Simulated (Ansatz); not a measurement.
A van 't Hoff estimate for H3NO + C2H4Si ⇌ SiH3(OH) + C2H3N

Species: H3NO (hydroxylamine) `NO`, singlet; C2H4Si (ethynylsilane) `C#C[SiH3]`, singlet; SiH3(OH) (silanol), singlet; C2H3N `C#CN`, singlet. The partners trade NH2 for SiH3: O–NH2 and C–SiH3 bonds give way to O–SiH3 and C–NH2.

The electronic reaction energy at CCSD(T)/CBS estimate is -223.2 kJ/mol. Shapes: PBE0-D4/def2-TZVP. Flexible molecules stand in one conformer, not always the lowest. Programs: Ansatz 0.2.0. Enthalpy and entropy come from rigid-rotor, harmonic-oscillator sums on unscaled PBE0-D4/def2-TZVP wavenumbers, ideal gases at 1 bar. Symmetry numbers: H3NO 1, C2H4Si 3, SiH3(OH) 1, C2H3N 1. R = 8.3145 J/(mol K).

| T (K) | ΔH (kJ/mol) | ΔS (J/(mol K)) |
| --- | --- | --- |
| 700 | -224.8 | +12.7 |
| 1000 | -224.0 | +13.6 |
| 1300 | ? | ? |

Question: Work out ln K at 700 and 1000 K, and from these estimate it at 1300 K.

Answer: 
1. 700 K: ΔG = -224.8 − 700 × (+12.7)/1000 = -233.7 kJ/mol; ln K = −ΔG/RT = +40.15.
2. 1000 K: ΔG = -224.0 − 1000 × (+13.6)/1000 = -237.6 kJ/mol; ln K = −ΔG/RT = +28.58.
3. Slope against 1000/T: (+28.58 − (+40.15))/(1.0000 − 1.4286) = +27.00, that is −ΔH/R with ΔH near -224 kJ/mol.
4. 1300 K: ln K = +40.15 + (+27.00) × (0.7692 − 1.4286) = +22.35.

The full sums give ΔH = -223.6 kJ/mol, ΔS = +14.0 J/(mol K), ΔG = -241.8 kJ/mol and ln K = +22.37 at 1300 K, so the line is off by -0.02 in ln K; without rounding the miss is -0.02, from the change of ΔH with temperature. The products are favoured over this whole range. An error of 10 kJ/mol in the energy moves ln K by 0.9 at 1300 K. Soft modes are treated as harmonic, which can err either way at these temperatures; the lowest are those of C2H4Si (232 cm⁻¹), SiH3(OH) (197 cm⁻¹). Other conformers aren't counted. The CBS estimate extrapolates MP2 from def2-TZVPP and def2-QZVPP and adds CCSD(T) − MP2 in the triple-zeta set, cores frozen.

The exchange is driven by enthalpy. It removes the weak N–O bond of hydroxylamine, where lone pairs on adjacent atoms repel each other, and forms a strong, highly polar Si–O bond. Conjugation of the nitrogen lone pair with the triple bond in the ynamine probably adds to the gain. ΔG becomes more negative on heating while ln K falls, which is no contradiction: ln K follows ΔG/T, and the large exothermic term loses weight as T rises. The entropy change is small because two molecules give two molecules, and most of it reflects the threefold rotational symmetry of ethynylsilane, which neither product retains. The heat capacities of the two sides nearly cancel, so ΔH hardly drifts and the straight line extrapolates well. The strong preference for products holds for this exchange alone, since aminoacetylene is itself unstable towards its tautomers ketenimine and acetonitrile, and a large K says nothing about the barrier to reaction.
